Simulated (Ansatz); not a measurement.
## Ba₃SbP: energy above lowest point against volume scale

Results calculated with Ansatz 0.2.0, not measured. Free energy against uniform scaling of the volume at fixed shape and fractions; periodic cell, basis, potentials, k mesh and filling as listed.

The cell before it is scaled or strained (space group Pm-3m, No. 221):
```
Ba3SbP
1.0
      6.1132     0.0000     0.0000
      0.0000     6.1132     0.0000
      0.0000     0.0000     6.1132
Ba Sb P
3 1 1
Direct
  0.00000 0.50000 0.50000
  0.50000 0.00000 0.50000
  0.50000 0.50000 0.00000
  0.00000 0.00000 0.00000
  0.50000 0.50000 0.50000
```

Settings of every row: functional PBE; dispersion none; potentials PAW; wave cutoff 500 eV; density cutoff 2000 eV; k mesh 4x4x4; k shift 0x0x0; occupations fixed; smearing width 0 eV; spin none.

Limits: coarse k mesh, up to 40 meV an atom off; no spin-orbit coupling, which can matter with elements this heavy; the cell comes from a prototype or a list of computed structures and needn't be the stable phase.

```csv
row,volume scale,V (Å³/atom),energy above lowest point (meV/atom)
1,0.88,40.209,45.6
2,0.92,42.036,14.7
3,0.96,43.864,0.5
4,1,45.692,0
5,1.04,47.519,10.7
6,1.08,49.347,30.4
7,1.12,51.175,?
```

Question: what energy above lowest point should row 7 give?

Worked fit of energy above lowest point. Take u = (V_r/V)^(2/3) − 1 with V_r = 44.778 Å³ an atom, which is twice the finite (Eulerian) strain; such expansions in the strain, on which the Birch-Murnaghan equation of state is built, carry the rest volume and the bulk modulus. The shown rows have u = 0.07439, 0.04303, 0.01384, -0.01338, -0.03883, -0.06272. Least squares give energy above lowest point = −1.27 + 14.2 × u + 8280 × u² meV/atom; a straight line predicts inner rows, each left out in turn, worse (root mean square 15 against 0.039 meV/atom). All shown rows lie on it to the printed digit. Its lowest point lies at u = -0.0009, or V = 44.84 Å³ an atom, and the curvature there gives the bulk modulus at fixed shape and fractions, B = (4/9)(1 + u)² E″(u)/V = 26.3 GPa. The withheld row has u = -0.08518, so the fit gives −1.27 + 14.2 × (-0.08518) + 8280 × (-0.08518)² = 57.6 meV/atom.

The calculation gave 57.6 meV/atom. The fit meets it to the printed digit. This row lies beyond the range of the fit.
